# Isothermal solidification time in transient liquid-phase bonding: Al/Cu, Al/Si and Si/Al

**Problem.** A film of solute, thickness $W_0$, lies between two thick plates and is held at a temperature $T$ above the eutectic. Find the time $t_f$ at which the liquid has vanished at constant $T$, evaluate it for the cases below and explain the trend.

**Conventions.** $x$ is the atom fraction of the film element: $x_F$ in the film, $x_0$ in the plates, $x_L$ and $x_S$ on the liquidus and solidus of the plate material at $T$. $\Omega$ and $\Omega_F$ are the atomic volumes of plate and film. The liquid width $W$ is counted as the thickness of solid that its atoms would form, $W=\Omega\times$(liquid atoms per area), so the density of the liquid drops out. The interfaces are planar and in local equilibrium, the liquid is uniform, and $\Omega$ and the interdiffusion coefficient $D$ of the solid do not depend on composition.

## (a) Maximum width

The film supplies $N_F=W_0/\Omega_F$ atoms per area and dissolves $N_B$ plate atoms until the liquid reaches $x_L$. If no solute enters the solid in this stage, $x_FN_F+x_0N_B=x_L(N_F+N_B)$, so $N_F+N_B=N_F(x_F-x_0)/(x_L-x_0)$ and

$$W_{\max}=W_0\,\frac{\Omega}{\Omega_F}\,\frac{x_F-x_0}{x_L-x_0}.$$

The factor $\Omega/\Omega_F$ must be kept when atom fractions are used. For Cu in Al it is 1.41, and it enters $t_f$ squared.

## (b) Moving boundary

Let $z$ point into one plate, with $z=0$ at the interface when $W=W_{\max}$, taken as $t=0$. The solid grows into the liquid, so the interface is at $z=-X(t)$. Try $X=2K\sqrt{Dt}$ and

$$x(z,t)=x_0+A\,\mathrm{erfc}\frac{z}{2\sqrt{Dt}},$$

which solves $\partial_t x=D\,\partial_z^2x$ and tends to $x_0$ far inside the plate. Two conditions fix $A$ and $K$.

1. Equilibrium at the interface: $x_S-x_0=A\,\mathrm{erfc}(-K)=A(1+\mathrm{erf}\,K)$.
2. Stefan condition. The liquid stays at $x_L$, so the solute rejected on freezing must diffuse into the plate: $(x_L-x_S)\dot X=-D\,\partial_zx|_{-X}$. With $\dot X=K\sqrt{D/t}$ and $-D\,\partial_zx|_{-X}=A\,e^{-K^2}\sqrt{D/\pi t}$ the time cancels, which confirms the trial form.

Eliminating $A$ gives

$$\sqrt{\pi}\,K\,e^{K^2}(1+\mathrm{erf}\,K)=S,\qquad S=\frac{x_S-x_0}{x_L-x_S}.$$

The left side rises monotonically from zero, so each $S>0$ has one root. Both interfaces advance by $X$, hence

$$W(t)=W_{\max}-4K\sqrt{Dt},\qquad t_f=\frac{W_{\max}^2}{16K^2D}.$$

Check by conservation: the excess solute in one plate is $2\sqrt{Dt}\,A\int_{-K}^\infty \mathrm{erfc}\,u\,du=2\sqrt{Dt}\,A\,[e^{-K^2}/\sqrt\pi+K(1+\mathrm{erf}\,K)]$. The two conditions turn this into $X(x_L-x_S)+X(x_S-x_0)=X(x_L-x_0)$, the excess solute of the liquid consumed.

## (c) Structure of the result

For small $K$, with $u=\sqrt\pi K$, the root equation reads $S=u+2u^2/\pi+\dots$, so $K\approx(S/\sqrt\pi)(1-2S/\pi)$. Inserting $W_{\max}$ in $t_f$ gives the exact rearrangement

$$t_f=g\,\frac{\pi}{16D}\left[\frac{W_0(\Omega/\Omega_F)(x_F-x_0)}{x_S-x_0}\right]^2,\qquad g=\left[\frac{x_S-x_0}{(x_L-x_0)\sqrt\pi K}\right]^2,$$

and $g\to1$ as $S\to0$. The time is set by the amount of solute supplied, the free solubility $x_S-x_0$ and $D$. The liquidus enters through $g$ alone: a leaner liquid is wider but closes proportionally faster.

## (d) Inputs and numbers

All inputs are typical, approximate values. $W_0=1000$ nm and $x_F=1$. Atomic volumes are 16.6 Å$^3$ (Al), 11.8 Å$^3$ (Cu) and 20.0 Å$^3$ (Si). $D=D_0e^{-Q/k_BT}$ is the dilute-solute coefficient. On the Al side, liquidus and solidus are drawn as straight lines from $T_m=933.5$ K to the eutectic, $x_{L,S}(T)=x_{L,S}^{E}\,(T_m-T)/(T_m-T_E)$.

- Cu in Al: $T_E=821$ K, $x_L^E=0.171$, $x_S^E=0.025$, $D_0=6.5\times10^{13}$ nm$^2$/s, $Q=1.40$ eV.
- Si in Al: $T_E=850$ K, $x_L^E=0.122$, $x_S^E=0.015$, $D_0=2.0\times10^{14}$ nm$^2$/s, $Q=1.41$ eV.
- Al in Si at 873 K: $x_L=0.86$, $x_S=1\times10^{-4}$ (order of magnitude), $D_0=8\times10^{14}$ nm$^2$/s, $Q=3.47$ eV, extrapolated from higher temperature.

Row D has $x_0=0.005$, all others $x_0=0$. Entries are computed from unrounded intermediates.

| Row | plate/film | $T$ (K) | $x_L$ | $x_S$ | $S$ | $K$ | $W_{\max}$ ($10^3$ nm) | $D$ (nm$^2$/s) | $g$ | $t_f$ (s) |
|---|---|---|---|---|---|---|---|---|---|---|
| A | Al/Cu | 830 | 0.157 | 0.0230 | 0.171 | 0.0873 | 8.9 | $2.1\times10^{5}$ | 0.89 | $3.2\times10^{3}$ |
| B | Al/Cu | 873 | 0.0920 | 0.0134 | 0.171 | 0.0873 | 15.3 | $5.4\times10^{5}$ | 0.89 | $3.6\times10^{3}$ |
| C | Al/Cu | 900 | 0.0509 | 0.0074 | 0.171 | 0.0873 | 27.6 | $9.4\times10^{5}$ | 0.89 | $6.7\times10^{3}$ |
| D | Al(Cu)/Cu | 873 | 0.0920 | 0.0134 | 0.108 | 0.0568 | 16.1 | $5.4\times10^{5}$ | 0.93 | $9.3\times10^{3}$ |
| E | Al/Si | 873 | 0.0884 | 0.0109 | 0.140 | 0.0727 | 9.4 | $1.4\times10^{6}$ | 0.91 | $7.2\times10^{2}$ |
| F | Si/Al | 873 | 0.86 | $1\times10^{-4}$ | $1.2\times10^{-4}$ | $6.6\times10^{-5}$ | 1.4 | $7\times10^{-6}$ | 1.00 | $4\times10^{18}$ |

For Al/Cu the leading term $S/\sqrt\pi=0.0966$ and the two-term form 0.0861 bracket the root 0.0873. The leading term alone makes $t_f$ too short by 18 per cent.

## (e) Trends

**Temperature (A to C).** With straight phase boundaries and $x_0=0$, $S=x_S^E/(x_L^E-x_S^E)$ is independent of $T$, and so are $K$ and $g$. Then $t_f\propto(T_m-T)^{-2}e^{Q/k_BT}$, and

$$\frac{d\ln t_f}{dT}=\frac{2}{T_m-T}-\frac{Q}{k_BT^2}=0\quad\Rightarrow\quad 2k_BT_*^2=Q\,(T_m-T_*).$$

For $Q=1.40$ eV the root lies 88 K below $T_m$, inside the window above the eutectic, and there $t_f=3.1\times10^3$ s. The minimum is shallow, since row A is barely above it. From A to C, $D$ rises by a factor 4.6 while $x_S^{-2}$ rises by 9.5, so the hotter joint takes 2.1 times as long.

**Pre-alloyed plate (B to D).** Half an atom per cent of Cu hardly changes $W_{\max}$ but uses up much of the solubility. The factor $[x_S/(x_S-x_0)]^2=2.5$ accounts for nearly all of the ratio 2.6. As $x_0\to x_S$ the time diverges.

**Solute (B to E).** The ratio $t_f(\mathrm{Cu})/t_f(\mathrm{Si})=5.0$ is the product of 2.9 from $(\Omega_{\rm Si}/\Omega_{\rm Cu})^2$, as a Cu film holds more atoms per thickness, 2.7 from $D$, 0.65 from the solubilities, which favour Cu, and 0.98 from $g$.

**Roles exchanged (F).** Silicon plates dissolve little Al and transport it slowly. Against row B, $D$ costs a factor $7\times10^{10}$ and $x_S^{-2}$ a factor $1.8\times10^4$. The entry is an order of magnitude at best, but the conclusion does not hang on its digits: an Al layer between Si wafers stays liquid at the bonding temperature and freezes on cooling through the eutectic.

## (f) Validity

*Plate thickness.* The profile reaches a depth $2\sqrt{Dt_f}=W_{\max}/2K$, which is $8.8\times10^4$ nm in row B, and each plate must be several times thicker. Independently of kinetics, the liquid can vanish only if the mean composition of the stack is below the solidus, so the total thickness must exceed

$$H_{\min}=W_0\frac{\Omega}{\Omega_F}\frac{x_F-x_0}{x_S-x_0}.$$

This is $1.0\times10^5$ nm in row B, which rules out Al films of micrometre thickness as plates. In row F it is $1.2\times10^7$ nm, more than the $1.55\times10^6$ nm of two typical wafers of $7.75\times10^5$ nm each. There the wafers would saturate first, and the tabulated time is formal.

*Widening stage.* With a typical liquid diffusivity $D_L=5\times10^9$ nm$^2$/s, the mixing time $(W_{\max}/2)^2/D_L$ in row B is 0.012 s, negligible beside $t_f$.

*Thermal expansion.* The volumes are room-temperature values. For a film that adheres to the plate, $\Omega$ grows as $1+3\alpha\Delta T$ and the atoms per area fall as $1-2\alpha\Delta T$, so $t_f$ grows by $2\alpha\Delta T$. With the compiled $\alpha=23.1\times10^{-6}$ K$^{-1}$ for Al at 293 K (Kaye and Laby Online, NPL) and $\Delta T=580$ K this is 2.7 per cent.

*Diffusivity.* A shift of 0.03 eV in $Q$ at fixed $D_0$ changes $D$ at 873 K by a factor 1.5. Ratios within the Al/Cu rows are therefore more secure than absolute times, the Cu-to-Si ratio is good only to a factor of that order, and the position of $T_*$ also moves with any curvature of the solidus.

The times are the model's. As typical knowledge, real polycrystalline Al joints bonded under load tend to freeze sooner, often by a factor of a few, because grain boundaries add solute uptake and pressure expels liquid. Since $t_f\propto W_{\max}^2$, losing half of the liquid cuts the time to a quarter. Unbroken surface oxide acts the other way by blocking part of the interface.